## Results and discussion

PBE0 lifts the lowest empty band of this ordered gallium phosphide nitride by roughly 1.5 eV over PBE at the points read first. The filled levels there move by 0.2 eV at most. Both shifts are measured from the top of the filled bands, which each level of theory takes as its own zero. If the same rules hold elsewhere in the crystal's band structure, a cheap PBE calculation and a few costly reference points yield the PBE0 levels at any other point.

Band levels of Ga4P3N, an ordered alloy on the zincblende lattice (8-atom cell, space group I-42m), in PBE (cheaper level, 8×8×8 k mesh) and PBE0 (costlier level, 4×4×4 k mesh), each measured from its own valence top. Calculated with Ansatz 0.2.0, plane-wave PAW, 420 eV cutoff, without spin polarisation, at the r2SCAN-relaxed geometry.

```csv
point name,"band v2, cheaper level (eV)","band v1, cheaper level (eV)","band c1, cheaper level (eV)","band c2, cheaper level (eV)","band v2, costlier level (eV)","band v1, costlier level (eV)","band c1, costlier level (eV)","band c2, costlier level (eV)"
Gamma,?,?,?,?,?,?,?,?
X,?,?,?,?,?,?,?,?
P,-0.561,-0.497,1.938,3.011,-0.612,-0.544,3.433,4.677
N,-1.621,-0.611,3.250,3.477,-1.817,-0.629,4.822,5.044
M,-1.090,-1.090,1.791,1.803,-1.199,-1.199,3.157,3.166
S,-1.208,-0.567,2.296,3.208,-1.312,-0.613,3.740,4.802
S_0,-1.208,-0.567,2.296,3.208,-1.312,-0.613,3.740,4.802
R,-0.901,-0.571,1.596,3.096,-0.935,-0.621,3.083,4.716
G,-0.901,-0.571,1.596,3.096,-0.935,-0.621,3.083,4.716
```

In the table, v1 is the highest filled band and v2 the next below it; c1 is the lowest empty band and c2 the next above. S_0 and G repeat S and R by symmetry, so five points are independent. The task is to forecast Gamma and X.

### Why the bands move

In PBE, filled and empty states feel the same local exchange potential. PBE0 replaces a quarter of that exchange by exact exchange, which acts through the filled orbitals themselves. A filled state is itself one of these orbitals and is bound more strongly. An empty state has no such exchange with itself, only with the other orbitals, and it gives up a quarter of the local exchange, so it is expected to be bound less. Seen from the valence top, the empty bands therefore rise.

Theory also leads one to expect wider filled bands. Exact exchange favours the smoother, more strongly bonding states deep in a band over those at its top. The distance from the valence top should then grow with depth, and v1 does lie deeper in PBE0 at all five points. A constant factor is only the simplest form to try.

These arguments suggest two simple rules:

$$E_c^{\mathrm{PBE0}} = E_c^{\mathrm{PBE}} + \Delta, \qquad E_v^{\mathrm{PBE0}} = f\,E_v^{\mathrm{PBE}}$$

Here $E_c$ and $E_v$ are the energies of an empty and a filled level. The constant rise $\Delta$ is the mean over the five points, 1.47 eV for c1 and 1.56 eV for c2. The factor $f$ = 1.085 comes from a least-squares line through zero for v1 at the same points; v2 takes it over unchanged.

### Forecasts for Gamma and X

The PBE levels have to be guessed from the parent zincblende structure. The larger cell of the ordered alloy folds several zincblende points onto one: Gamma holds the old Γ and one old X, among others, while the present X holds two of the old L points, again among others. In zincblende III–V compounds the valence top lies at Γ. The empty state at Γ has much s character, and nitrogen, with its deep s level, should pull it down.

- **Gamma, filled:** v1 is zero at both levels of theory, within 0.05 eV. The threefold valence top splits in the lower symmetry, which puts v2 between −0.4 and 0 eV.
- **Gamma, empty:** c1 in PBE is 0.9 eV (0.4 to 1.4), the lowest of all named points.
- **X, empty:** c1 in PBE is 1.3 eV (0.9 to 1.7).
- **X, filled:** v1 in PBE is −0.6 eV (−0.9 to −0.3).

The PBE0 forecasts are conditional: they start from the PBE level at the same point and apply the two rules. Their error bars are ±0.2 eV for c1, ±0.25 eV for c2, ±0.05 eV for v1 and ±0.08 eV for v2. These widths are a judgement. They exceed the typical scatter of the five points because Gamma probably lies below the energies from which $\Delta$ was taken.

The withheld rows as computed:

```csv
point name,"band v2, cheaper level (eV)","band v1, cheaper level (eV)","band c1, cheaper level (eV)","band c2, cheaper level (eV)","band v2, costlier level (eV)","band v1, costlier level (eV)","band c1, costlier level (eV)","band c2, costlier level (eV)"
Gamma,0.000,0.000,0.900,2.347,-0.011,-0.003,2.342,3.847
X,-0.598,-0.457,1.125,2.929,-0.614,-0.500,2.606,4.563
```

### What came out

All forecasts fall within their ranges, though v2 at Gamma in PBE sits on the very edge of its own. In PBE, c1 at Gamma agrees with the central guess of 0.9 eV, far more closely than a range of half an electronvolt either way entitles one to expect. It is the lowest c1 of all named points, as the pull of nitrogen suggests, although the table doesn't separate that pull from the effect of folding. The filled levels v1 and v2 coincide there in PBE, which fits a split valence top with its pair of states uppermost. In PBE0 they lie 0.003 and 0.011 eV below the zero. The 0.003 eV arises because the PBE0 run finds its highest filled level at a point just off Gamma and counts from there. A true pair would still coincide, so the remaining 0.008 eV most likely means that the single state now lies uppermost; the third level, which the table doesn't hold, would settle it. Spin–orbit coupling, left out here, is expected to rearrange this top on a larger scale.

The guesses for X were less good. The computed c1 lies 0.18 eV below the central value, and v1 lies 0.14 eV above it. A possible reason for the low c1 is that two L valleys fold onto this point and the ordered nitrogen couples them, pushing one down and the other up. This hasn't been tested.

The step from PBE to PBE0 can be followed at Gamma, which took no part in the fit. The PBE level plus the mean rise gives 0.900 + 1.473 = 2.373 eV. The computed PBE0 level is 2.342 eV, so the forecast is 0.03 eV too high. At X the same rule is only 0.01 eV too low.

The second empty band is forecast 0.06 eV too high at Gamma and 0.07 eV too low at X. For the filled bands, X is the real test, because a level at zero stays at zero whatever the factor. There v1 is met within 0.01 eV, and v2 is forecast 0.03 eV too deep. That miss is about twice the 0.016 eV by which v2 really sinks, so for this level no shift at all would have been the better forecast.

### Rigid shift or stretch?

On average the filled bands stretch: a level 1 eV below the valence top sinks by a further 0.08 eV or so. Single levels depart from this, since v1 at N and v2 at R and X sink less than half as far as the factor says. For the lowest empty band, a constant rise is the better short description. A rise that grows linearly with the PBE energy, fitted to the same five points, comes out 0.07 eV too low at Gamma and 0.09 eV too low at X. That slope leaned heavily on N, the one point with a high c1, and it led astray at the low energies that matter most for the gap.

The constant is still only an average. Over all named points the rise of c1 runs from 1.37 eV at M to 1.57 eV at N. A possible cause is orbital character, since empty states differ in how strongly they overlap the filled orbitals, but this remains a conjecture. Part of the unevenness may also come from the coarser k mesh used for PBE0.

The unevenness matters when two valleys lie close together. In PBE, c1 at M lies 1.791 − 1.596 = 0.195 eV above c1 at R; in PBE0 the distance is 3.157 − 3.083 = 0.074 eV. One constant rise would have left it unchanged. Other pairs fare better: c1 at X lies 0.225 eV above Gamma in PBE and 0.264 eV in PBE0. The rule thus serves for the size of the gap, but can't be relied on for valley spacings of about 0.2 eV or less.

For the gap itself, the choice of theory outweighs all these details. The gap grows from 0.90 to 2.34 eV, which as a photon energy is the step from infrared to green light. PBE is known to make gaps too small, and PBE0 often makes them too large in semiconductors of this kind, so neither value should be taken as a measured absorption edge. The ordered cell is also a constructed one, whose stability wasn't tested.
